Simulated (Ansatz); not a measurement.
A series in volume scale on Mg₅Sc

Free energy against uniform scaling of the volume at fixed shape and fractions; periodic cell, basis, potentials, k mesh and filling as listed. The results are calculated, by Ansatz 0.2.0.

The cell before it is scaled or strained (space group P-62m, No. 189):
```
cell vectors (Å)
   5.5720     0.0000     0.0000
  -2.7860     4.8255     0.0000
   0.0000     0.0000     5.1059
atoms (fractions of the cell vectors)
Mg  0.00000  0.65754  0.00000
Mg  0.33333  0.66667  0.50000
Mg  0.65754  0.00000  0.00000
Mg  0.66667  0.33333  0.50000
Mg  0.34246  0.34246  0.00000
Sc  0.00000  0.00000  0.50000
```

Settings of every row: functional PBEsol; dispersion none; potentials PAW; wave cutoff 500 eV; density cutoff 2000 eV; k mesh 5x5x5; k shift 0x0x0; occupations fermi dirac; smearing width 0.1 eV; spin none.

Limits: coarse k mesh, up to 40 meV an atom off; the cell comes from a prototype or a list of computed structures and needn't be the stable phase.

| row | volume scale | V (Å³/atom) | pressure (GPa) | energy above lowest point (meV/atom) |
| --- | --- | --- | --- | --- |
| 1 | 0.94 | 21.508 | 2.38 | 7.9 |
| 2 | 0.96 | 21.966 | 1.36 | 2.6 |
| 3 | 0.98 | 22.423 | 0.44 | 0 |
| 4 | 1 | 22.881 | -0.39 | 0 |
| 5 | 1.02 | 23.339 | ? | ? |
| 6 | 1.04 | 23.796 | -1.84 | 6.5 |
| 7 | 1.06 | 24.254 | -2.46 | 12.7 |

Question: what pressure and energy above lowest point should row 5 give?

Worked fit of pressure. Take u = (V_r/V)^(2/3) − 1 with V_r = 22.652 Å³ an atom, which is twice the finite (Eulerian) strain; such expansions in the strain, on which the Birch-Murnaghan equation of state is built, carry the rest volume and the bulk modulus. The shown rows have u = 0.03515, 0.02071, 0.0068, -0.00668, -0.03231, -0.04453. Least squares give pressure = 0.014 + 62.1 × u + 147.1 × u² GPa; a straight line predicts inner rows, each left out in turn, worse (root mean square 0.091 against 0.005 GPa). All shown rows lie on it to the printed digit. The pressure vanishes at u = -0.0002, or V = 22.66 Å³ an atom, and there the bulk modulus at fixed shape and fractions is B = −V dP/dV = (2/3)(1 + u) dP/du = 41.3 GPa. Letting shape and atoms relax would as a rule lower it, by much in layered, chain or molecular crystals. The withheld row has u = -0.01972, so the fit gives 0.014 + 62.1 × (-0.01972) + 147.1 × (-0.01972)² = -1.15 GPa.

The calculation gave -1.15 GPa. The fit meets it to the printed digit.

Worked fit of energy above lowest point. Take u = (V_r/V)^(2/3) − 1 with V_r = 22.652 Å³ an atom, which is twice the finite (Eulerian) strain; such expansions in the strain, on which the Birch-Murnaghan equation of state is built, carry the rest volume and the bulk modulus. The shown rows have u = 0.03515, 0.02071, 0.0068, -0.00668, -0.03231, -0.04453. Least squares give energy above lowest point = −0.3 + 1.9 × u + 6590 × u² meV/atom; a straight line predicts inner rows, each left out in turn, worse (root mean square 4.1 against 0.034 meV/atom). All shown rows lie on it to the printed digit. Its lowest point lies at u = -0.0001, or V = 22.66 Å³ an atom, and the curvature there gives the bulk modulus at fixed shape and fractions, B = (4/9)(1 + u)² E″(u)/V = 41.4 GPa. Letting shape and atoms relax would as a rule lower it, by much in layered, chain or molecular crystals. The withheld row has u = -0.01972, so the fit gives −0.3 + 1.9 × (-0.01972) + 6590 × (-0.01972)² = 2.2 meV/atom.

The calculation gave 2.2 meV/atom. The fit meets it to the printed digit.
